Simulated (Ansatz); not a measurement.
## Ligand exchange: GaH(CH3)F + C2H7MgN → GaH(CH3)(NH2) + C2H5FMg

Gas-phase species: GaH(CH3)F, singlet; C2H7MgN `C[CH2][Mg][NH2]`, singlet; GaH(CH3)(NH2), singlet; C2H5FMg `C[CH2][Mg][F]`, singlet. The partners trade F for NH2: Ga–F and Mg–NH2 bonds give way to Ga–NH2 and Mg–F.

Shapes, held fixed at every level: PBE0-D4/def2-TZVP. Programs: Ansatz 0.2.0. Electronic energies: no zero-point or thermal term.

**Question.** Estimate ΔE of this reaction.

**Answer.** The highest level, CCSD(T)/def2-TZVPP, gives ΔE = -74.3 kJ/mol; the levels span -83.6 to -67.7. The column of differences is taken from that level and isn't an error. No measured value is set beside it here. Relativity is left out for Ga. Outer-core shells of Ga, Mg are correlated, in sets that cover them unevenly. Sets without diffuse functions underbind ionic bonds of s-block metals.

| level | kind | ΔE (kJ/mol) | less CCSD(T)/def2-TZVPP |
| --- | --- | --- | --- |
| HF/def2-SVP | Hartree–Fock | -76.3 | -2.0 |
| HF/def2-TZVPP | Hartree–Fock | -67.7 | +6.6 |
| PBE-D4/def2-TZVPP | GGA | -75.0 | -0.7 |
| B3LYP-D4/def2-TZVPP | global hybrid | -75.1 | -0.8 |
| BHLYP-D4/def2-TZVPP | global hybrid | -75.0 | -0.7 |
| MP2/def2-TZVPP | perturbation theory | -77.2 | -2.9 |
| CCSD(T)/def2-SVP | coupled cluster or CI | -83.6 | -9.3 |
| CCSD(T)/def2-TZVPP | coupled cluster or CI | -74.3 | 0.0 |

The exchange is clearly exothermic at every level, so fluoride prefers magnesium and amide prefers gallium. The likely reason is the match of hard with hard: magnesium is the more electropositive metal and gains most from the small, strongly electronegative fluoride, whereas the more covalent Ga–N bond loses less when amide replaces fluoride, probably helped by nitrogen lone-pair donation into the empty p orbital on gallium.

Because the bond types are largely conserved, much of the correlation energy cancels. Hartree–Fock already recovers most of the driving force, and the three functionals nearly coincide despite their different shares of exact exchange. Going from def2-SVP to def2-TZVPP weakens the exothermicity by similar amounts in Hartree–Fock and CCSD(T), which points to a basis effect that is mainly mean-field in origin. It is at least as large as the correlation contribution, so the 0.7 kJ/mol agreement of PBE-D4 with CCSD(T) doesn't establish accuracy of that order. Nor does the preference carry over quantitatively to solution, where magnesium fluorides and amides tend to aggregate through bridging ligands.
